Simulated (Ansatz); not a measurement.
# C: energy above lowest point as volume scale varies

All results are calculated (Ansatz 0.2.0). Free energy against uniform scaling of the volume at fixed shape and fractions; periodic cell, basis, potentials, k mesh and filling as listed.

The cell before it is scaled or strained (space group P6_3/mmc, No. 194):
```
cell vectors (Å)
   2.5305     0.0000     0.0000
  -1.2652     2.1915     0.0000
   0.0000     0.0000     4.1323
atoms (fractions of the cell vectors)
C   0.33333  0.66667  0.06250
C   0.66667  0.33333  0.56250
C   0.33333  0.66667  0.43750
C   0.66667  0.33333  0.93750
```

Settings of every row: functional LDA; dispersion none; potentials PAW; wave cutoff 500 eV; density cutoff 2000 eV; k mesh 10x10x6; k shift 0x0x0; occupations fermi dirac; smearing width 0.1 eV; spin none.

| row | volume scale | V (Å³/atom) | energy above lowest point (meV/atom) |
| --- | --- | --- | --- |
| 1 | 0.9406 | 5.389 | 5 |
| 2 | 0.9703 | 5.559 | 0 |
| 3 | 1 | 5.729 | ? |
| 4 | 1.0297 | 5.899 | 32.8 |
| 5 | 1.0594 | 6.069 | 66.8 |

Question: what energy above lowest point should row 3 give?

Worked fit of energy above lowest point. Take u = (V_r/V)^(2/3) − 1 with V_r = 5.729 Å³ an atom, which is twice the finite (Eulerian) strain; such expansions in the strain, on which the Birch-Murnaghan equation of state is built, carry the rest volume and the bulk modulus. The shown rows have u = 0.04163, 0.02028, -0.01931, -0.03771. Least squares give energy above lowest point = 9.95 − 847.1 × u + 17500 × u² meV/atom; a straight line predicts inner rows, each left out in turn, worse (root mean square 16 against 0.082 meV/atom). All shown rows lie on it to the printed digit. Its lowest point lies at u = 0.0242, or V = 5.527 Å³ an atom, and the curvature there gives the bulk modulus at fixed shape and fractions, B = (4/9)(1 + u)² E″(u)/V = 473 GPa. Letting shape and atoms relax would as a rule lower it, by much in layered, chain or molecular crystals. The withheld row has u = 0, so the fit gives 9.95 − 847.1 × (0) + 17500 × (0)² = 9.9 meV/atom.

The calculation gave 9.9 meV/atom. The fit meets it to the printed digit.
